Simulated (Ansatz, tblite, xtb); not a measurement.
# How methods differ on CH4BFOS (SMILES COB(F)S)

CH4BFOS: 9 atoms, total charge 0, spin state singlet. SMILES: `COB(F)S`. Geometry: relaxed at PBE0-D4/def2-TZVP. This is one conformer, not always the lowest.

```xyz
9

C     0.9054   -0.2030    0.7612
O     0.3920   -0.8021   -0.4060
B    -0.6753   -0.3541   -1.0881
F    -1.0268   -1.0395   -2.1700
S    -1.7085    1.0931   -0.7054
H     1.2354    0.8217    0.5668
H     1.7634   -0.7925    1.0816
H     0.1617   -0.1995    1.5635
H    -1.0472    1.4758    0.3966
```

Quantity: the dipole moment, in D. The values are calculated.

| level | kind | program | value (D) | CPU time |
| --- | --- | --- | --- | --- |
| GFN2-xTB | semi-empirical | tblite | 4.12 | under 2 s |
| GFN1-xTB | semi-empirical | tblite | 4.08 | under 2 s |
| GFN0-xTB | semi-empirical | xtb | 3.94 | under 2 s |
| IPEA1-xTB | semi-empirical | tblite | 4.84 | under 2 s |
| HF/STO-3G | Hartree–Fock | Ansatz | 2.48 | 0.53 s |
| HF/3-21G | Hartree–Fock | Ansatz | 4.26 | 0.81 s |
| HF/def2-SVP | Hartree–Fock | Ansatz | 3.67 | 2.9 s |
| SVWN5/def2-TZVP | LDA | Ansatz | 3.20 | 11 s |
| SVWN5/cc-pVTZ | LDA | Ansatz | 3.16 | 16 s |
| r2SCAN/def2-SVP | meta-GGA | Ansatz | 3.37 | 7.1 s |

The values span 2.48 to 4.84 D. Sets without polarisation functions give poor dipoles. Without the sets that lack polarisation functions the rows with a basis span only 3.16 to 3.67 D. Times are those of the runs behind each value, whatever else they computed, on shared processors of several kinds: orders of magnitude only.

The sizeable dipole follows from the way the polar bonds are arranged. In this geometry the methyl group and the thiol hydrogen both point away from fluorine, so the O–CH3 and S–H contributions reinforce the B–F bond dipole instead of cancelling it. Donation from the fluorine, oxygen and sulfur lone pairs into the empty boron p orbital works against the σ polarisation, so the net moment depends on how each method balances the two.

In the same def2-SVP basis, Hartree–Fock gives 3.67 D and r2SCAN 3.37 D, probably because the missing correlation leaves the bonds too ionic. Changing the triple-zeta set barely moves the LDA value. All four tight-binding results lie above every row with a polarised basis, and IPEA1-xTB stands apart even from its relatives. Their mutual closeness in the GFN family is therefore no sign of accuracy. With no correlated wavefunction result or measurement to compare against, the table shows the spread between methods but not which value is closest to the true moment.
